The table follows one crystal, wurtzite AlN, computed with PBE as its cell is scaled evenly. The ratio c/a of the cell edges and the relative positions of the atoms are held. The pressure is the mean over the three directions, positive when the crystal pushes outward.

Wurtzite AlN, computed with Ansatz 0.2.0 using scalar-relativistic, non-spin-polarised PBE and frozen-core PAW (set soft_2), a 420 eV plane-wave cutoff and an 11×11×6 k mesh. The cell is scaled evenly, with c/a and the relative atomic positions held fixed; pressure is positive in compression.

| volume (Å³/atom) | c/a | shortest distance (Å) | pressure (GPa) |
| --- | --- | --- | --- |
| 9.805 | 1.6001 | 1.847 | 18.605 |
| 10.014 | 1.6001 | 1.860 | 13.274 |
| 10.222 | 1.6001 | 1.873 | 8.440 |
| 10.327 | 1.6001 | 1.879 | 6.192 |
| 10.431 | 1.6001 | 1.885 | 4.047 |
| 10.535 | 1.6001 | 1.891 | 2.006 |
| 10.640 | 1.6001 | 1.898 | 0.061 |
| 10.848 | 1.6001 | 1.910 | -3.559 |
| 11.057 | 1.6001 | 1.922 | -6.848 |

**Question 1. At which volume does the crystal neither push nor pull, and how sure is that volume?**

*Answer.* The pressure vanishes close to the 10.640 row, which is also the row of lowest energy. The 0.061 GPa left there is small beside the correction for the finite set of plane waves, about 0.5 GPa, so little should be built on its sign. An error as large as that whole correction would move the zero by only 0.03 Å³/atom.

*Remark.* A stiff crystal turns a sizeable pressure error into a small volume error. This does not cover the error of the functional: PBE usually makes such crystals slightly too large.

**Question 2. Start from the 10.640 row. Does it take more pressure to remove about 0.42 Å³/atom than tension to add it?**

*Answer.* Yes: removal raises the pressure by 8.4 GPa, while addition lowers it by 6.9 GPa. The reason lies in how two forces depend on distance. Bonding and the attraction between unlike charges pull the atoms together and change gently with bond length. When filled electron shells overlap, the Pauli principle forces electrons into states of higher kinetic energy, and this repulsion climbs steeply as the atoms approach. Each further squeeze therefore meets a harder wall, while each stretch leaves the wall behind.

*Remark.* The table shows the asymmetry; its cause is argued from the theory of bonding. The argument is not special to AlN, so a similar crystal near its own zero of pressure should also stiffen when squeezed.

**Question 3. Suppose the stiffness stayed at its value near zero pressure. What pressure would the 9.805 row have?**

*Answer.* The bulk modulus B is the pressure needed per relative loss of volume, B = −ΔP/Δln V, with P the pressure and V the volume. The rows at 10.431 and 10.848 give B = (4.047 + 3.559)/ln(10.848/10.431) ≈ 194 GPa. Constant stiffness then means P = B ln(V₀/V), where V₀ is the volume at zero pressure. For the smallest cell this is 194 × ln(10.64/9.805) ≈ 15.9 GPa.

The calculation gives 18.6 GPa, so the estimate is about 15 % too low. At 11.057 the estimate is too large in size instead: it predicts more tension than was computed. Both misses show the same thing: the crystal is stiffer than assumed when squeezed and softer when stretched.

*Remark.* Neither end row helped to set B, so the misses are a fair measure of the stiffening. Near 18.6 GPa real AlN may already turn into the denser rocksalt form, which a cell held in wurtzite cannot do.

**Question 4. What would change if shape and atomic positions were free?**

*Answer.* Even in the 10.640 row the crystal is at rest only on average. It pushes outward across the hexagonal axis and pulls inward along it, with stresses that differ by 1.4 GPa, and forces of about 0.18 eV/Å remain on the atoms. Once freed, the atoms would move to lower the energy. A crystal that can adjust in this way usually resists compression a little less, so 194 GPa belongs to the held cell.

*Remark.* How much softer the free crystal would be was not computed.

**Question 5. The band gap of the same runs grows from 3.65 eV in the largest cell to 4.71 eV in the smallest. Why?**

*Answer.* The top of the filled bands consists mainly of nitrogen 2p states. The lowest empty state is antibonding between aluminium and nitrogen s orbitals. Shorter bonds mean stronger overlap, which drives an antibonding state up faster than the filled states below it.

*Remark.* This is the standard bonding picture, not a result of the table. PBE gaps are too small, so the change deserves more trust than the gap itself.

**Question 6. Between the two largest cells the gap gains 49 meV per GPa, between the two smallest only 36. Does the gap become less sensitive to squeezing?**

*Answer.* It does not become less sensitive to volume. Each per cent of volume removed opens the gap by nearly the same amount, about 0.09 eV, across the whole table. What changes is the price of that per cent: between the same pairs of rows, B rises from 173 to 253 GPa. A gigapascal buys less compression in the squeezed crystal, and so it buys less gap.

*Remark.* This holds for a cell that is scaled evenly. A crystal squeezed along one direction also changes shape, which can shift the gap in its own way, so the change of volume alone would not be enough there.
